Question

A model of the electrons in silicon carbide can start from atom-like functions, and a natural first guess puts each function on its atom. The table tests that guess for the 4H stacking, computed with a local density functional. Function a, function b and function c give the centre of each function as fractions of the cell edges; function spread is its mean square width.

Wannier functions of SiC (P6_3mc, 8 atoms per cell) from GPAW 26.7.0 and Wannier90 3.1.0, with the LDA functional, PAW data sets and an 800 eV plane-wave cutoff. The k-mesh is 10×10×3 for the DFT calculation and 5×5×3 for the Wannier functions, whose spread was not iteratively minimised.

```
row  function a (fractional)  function b (fractional)  function c (fractional)  function spread (angstrom^2)
  1                    0.000                    0.000                    0.186                         1.477
  2                   -0.053                   -0.105                    0.169                         2.056
  3                    0.000                    0.000                    0.233                         2.268
  4                    0.051                    0.102                    0.169                         2.057
  5                    0.000                    0.000                    0.686                         1.477
  6                    0.053                    0.105                    0.669                         2.056
  7                    0.000                    0.000                    0.733                         2.268
  8                   -0.051                   -0.102                    0.669                         2.057
  9                    0.333                    0.667                    0.438                         1.472
 10                    0.387                    0.774                    0.421                         2.055
 11                    0.333                    0.667                    0.476                         2.062
 12                    0.281                    0.562                    0.421                         2.055
 13                    0.667                    0.333                    0.938                         1.472
 14                    0.613                    0.226                    0.921                         2.055
 15                    0.667                    0.333                    0.976                         2.062
 16                    0.719                    0.438                    0.921                         2.055
 17                    0.000                    0.000                    0.000                         1.407
 18                   -0.008                   -0.016                   -0.006                         1.691
 19                    0.000                    0.000                    0.012                         1.909
 20                    0.008                    0.015                   -0.006                         1.691
 21                    0.000                    0.000                    0.500                         1.407
 22                    0.008                    0.016                    0.494                         1.691
 23                    0.000                    0.000                    0.512                         1.909
 24                   -0.008                   -0.015                    0.494                         1.691
 25                    0.333                    0.667                    0.249                         1.377
 26                    0.323                    0.646                    0.244                         1.698
 27                    0.333                    0.667                    0.256                         1.818
 28                    0.344                    0.687                    0.244                         1.698
 29                    0.667                    0.333                    0.749                         1.377
 30                    0.677                    0.354                    0.744                         1.698
 31                    0.667                    0.333                    0.756                         1.818
 32                    0.656                    0.313                    0.744                         1.698
```

Each block of four rows belongs to one atom and holds, in order, an s, a py, a pz and a px function. Here z runs along the edge c, x along the edge a, and y lies in the plane at right angles to x. The labels py and px are inferred from the centres. Rows 1–16 are probably silicon, since their p functions are the broader ones, and rows 17–32 carbon.

Every atom has four neighbours at the corners of a nearly regular tetrahedron. One of them, the axial neighbour, lies straight below a silicon atom or straight above a carbon atom.

(a) Find a rule for the centre of a p function that needs the atom's position, its four bonds and one length per element.
(b) Apply it to row 10, on a silicon atom at (1/3, 2/3, 7/16), and to row 19, on a carbon atom at (0, 0, 0).
(c) How accurate is the rule, and where does it fail?

Model answer

(a) The hydrogen molecule shows why a centre can leave its atom. Its two 1s functions overlap, and to make them orthogonal each must take up a negative piece of the other. That piece sits on the neighbour and pulls the centre towards it. The negative sign also removes density from the overlap region, which pushes the centre away. In hydrogen the push wins. As long as the overlap is small, both effects grow as its square.

The analogy holds for one bond between equal, round functions. A p function has a direction: its head-on overlap with a neighbour varies as the cosine of the angle between lobe and bond. The simplest model therefore lets each neighbour displace the centre along the bond in proportion to cos². A tilted lobe is also shifted somewhat across the bond, but in a regular tetrahedron this changes only the size of the total shifts, not their pattern. An s function overlaps equally with all four neighbours, so its displacements cancel, and the s centres do stay within about 0.02 Å of the ideal sites.

For pz the axial bond has cos² = 1. The other three have cos² = 1/9 each, and together they cancel only a ninth of the axial effect. The pz centre thus moves along c by a net length q. For px and py the axial bond drops out and the other three decide, which gives

pz: +q along c
px and py: −q/2 along c, and q/√2 within the plane

The in-plane shifts of py and px both run along y, in opposite directions. On silicon, py moves away from the neighbour towards which one of its lobes points; on carbon it moves towards that neighbour. If the tetrahedron is turned by half a turn about c, the in-plane shifts change sign and the shifts along c stay, as rows 2 and 6 show.

The length q was fitted by least squares to the shifts of each element, with the atoms placed on the ideal sites of the stacking. It is 0.40 Å for silicon and 0.09 Å for carbon. The printed analysis below gives the details.

(b) Row 10 is a py function on silicon. Along c it should move by −0.40/2 = −0.20 Å. The edge c is 10.07 Å long, so function c becomes 7/16 − 0.20/10.07 = 0.418.

Within the plane it should move by 0.40/√2 = 0.28 Å. The neighbour closest to the y axis through the atom lies on the side of smaller b, so the shift is towards larger b. One unit of b corresponds to 2.664 Å along this direction, and function b becomes 2/3 + 0.28/2.664 = 0.772. Function a changes by half as much, to 0.386.

The calculation has 0.387, 0.774 and 0.421 for this row, so the estimate is good to about 0.03 Å. Row 19 is a pz function on carbon, and its function c should be 0.09/10.07 = 0.009. The calculated 0.012 means that the rule misses about a quarter of the shift. Both rows were part of the fit.

(c) For the p functions of silicon the typical error is 0.03 Å, about a tenth of the typical shift. Leaving the functions on their atoms would be wrong by 0.36 Å, roughly a fifth of a bond length. For carbon the error is nearly as large in ångströms, but it amounts to about 30% of a much smaller shift. There the rule gives the direction and the rough size only.

It fails most visibly for pz. Silicon atoms in a locally cubic stacking (rows 3 and 7) have a pz shift of 0.46 Å, those in a locally hexagonal one (rows 11 and 15) 0.39 Å. For carbon the corresponding shifts are 0.12 and 0.06 Å, about a factor of two, though one step in the last digit of function c is already 0.01 Å. The four nearest bonds are almost the same at both kinds of site, so a rule built on them must give one value. The difference probably comes from farther atoms, which reduce the symmetry of the site from tetrahedral to threefold.

Remarks on the reasoning

The sharpest test is to find q twice, once from the in-plane shifts and once from the shifts along c. For silicon the two values agree within about 1%, but partly because misses cancel: along c, pz alone would give 0.42 Å, px and py alone 0.35 Å. For carbon the in-plane and axial values are 0.07 and 0.10 Å. The coarse 5×5×3 mesh used for these functions may contribute to that disagreement, but this was not tested.

The rough agreement for silicon supports the geometry more than the overlap picture. A perfect tetrahedral site allows only one independent length for such shifts, whatever causes them. Orthogonality is a sound reason for a shift to exist, but restricting the functions to a chosen set of bands can also move them.

The opposite behaviour of the two elements is plain in the table, but its cause remains open. It is tempting to argue that carbon's functions are compact, so that the overlap region lies close to carbon and removing density there hardly moves the centre. That would suit a round function. The two lobes of a p function have opposite signs, so a negative piece of the neighbour whose tail keeps one sign across the atom thins the near lobe and thickens the far one. The push can therefore be strong even when the overlap lies close to the atom.

The rule describes functions that keep their atomic s and p character. These were obtained by projection onto the bands, without a final step that mixes them to reach the smallest spread; such a step could mix s with p and move the centres. They also span empty as well as filled bands, so a shifted centre must not be read as a displaced electron pair or an ionic charge.

Output of the analysis:

```
Length q, rows 1-16 (probably Si), away from the axial neighbour, angstrom: 0.3975
Length q, rows 17-32 (probably C), towards the axial neighbour, angstrom: 0.08755
q of rows 1-16 from in-plane shifts alone, angstrom: 0.3946
q of rows 1-16 from shifts along c alone, angstrom: 0.3995
q of rows 17-32 from in-plane shifts alone, angstrom: 0.06781
q of rows 17-32 from shifts along c alone, angstrom: 0.1007
rms miss of the rule, p functions of rows 1-16, angstrom: 0.03249
rms shift from the atom (miss of the null rule), p functions of rows 1-16, angstrom: 0.3644
rms miss of the rule, p functions of rows 17-32, angstrom: 0.02554
rms shift from the atom (miss of the null rule), p functions of rows 17-32, angstrom: 0.08391
Largest miss of the rule over all 32 rows, angstrom: 0.06069
Largest shift of an s centre from its ideal site, angstrom: 0.01511
Computed pz shifts along c, rows 3 7 11 15 19 23 27 31, angstrom: 0.4582, 0.4582, 0.3877, 0.3877, 0.1209, 0.1209, 0.06043, 0.06043
Length of one unit of b measured along the in-plane shift, angstrom: 2.664
Row 10 predicted in-plane shift, angstrom: 0.2811
Row 10 predicted shift along c, angstrom: -0.1988
Row 10 predicted function a, fractional: 0.3861
Row 10 predicted function b, fractional: 0.7722
Row 10 predicted function c, fractional: 0.4178
Row 19 predicted function c, fractional: 0.008693
Mean p spread of rows 1-16, angstrom^2: 2.092
Mean p spread of rows 17-32, angstrom^2: 1.751
```
